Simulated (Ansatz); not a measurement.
TiN: pressure against volume scale

Periodic Kohn-Sham DFT of a crystal at fixed atoms, scaled to volume_scale times the given cell; pressure positive in compression, energy less spherical unpolarised free atoms, largest_vzz the field gradient of largest size among the nuclei. The results are calculated, by Ansatz 0.2.0.

The cell before it is scaled or strained (space group Fm-3m, No. 225):
```
TiN
1.0
      0.0000     2.1220     2.1220
      2.1220     0.0000     2.1220
      2.1220     2.1220     0.0000
Ti N
1 1
Direct
  0.00000 0.00000 0.00000
  0.50000 0.50000 0.50000
```

Settings of every row: method all-electron PAW; functional PBEsol; relativity scalar; k mesh 17x17x17; filling fermi-dirac; smearing width 0.05 eV; nucleus gaussian.

Atom start moment: 0 on all atoms.

| row | volume scale | V (Å³/atom) | pressure (GPa) |
| --- | --- | --- | --- |
| 1 | 0.94 | 8.982 | 10.783 |
| 2 | 0.96 | 9.173 | 3.817 |
| 3 | 0.98 | 9.364 | -2.433 |
| 4 | 0.99 | 9.46 | -5.316 |
| 5 | 1 | 9.555 | -8.048 |
| 6 | 1.01 | 9.651 | -10.636 |
| 7 | 1.02 | 9.746 | ? |
| 8 | 1.04 | 9.937 | -17.606 |
| 9 | 1.06 | 10.128 | -21.662 |

Question: what pressure should row 7 give?

Worked fit of pressure. Take u = (V_r/V)^(2/3) − 1 with V_r = 9.5075 Å³ an atom, which is twice the finite (Eulerian) strain; such expansions in the strain, on which the Birch-Murnaghan equation of state is built, carry the rest volume and the bulk modulus. The shown rows have u = 0.03863, 0.02417, 0.01019, 0.00334, -0.00332, -0.00994, -0.02903, -0.04127. Least squares give pressure = −6.7004 + 407.447 × u + 1128.63 × u² + 1003 × u³ GPa; a parabola predicts inner rows, each left out in turn, worse (root mean square 0.017 against 0.009 GPa). The rows lie off it by 0.002, -0.004, -0.003, 0.011, -0.007, 0.004, -0.004, 0.002 (root mean square 0.0054 GPa). The pressure vanishes at u = 0.0157, or V = 9.287 Å³ an atom, and there the bulk modulus at fixed shape and fractions is B = −V dP/dV = (2/3)(1 + u) dP/du = 300 GPa. The withheld row has u = -0.01638, so the fit gives −6.7004 + 407.447 × (-0.01638) + 1128.63 × (-0.01638)² + 1003 × (-0.01638)³ = -13.076 GPa.

The calculation gave -13.087 GPa. The fit lies 0.011 GPa (0.034 % of the column's range) above it; its largest miss of a shown row is 0.011 GPa.
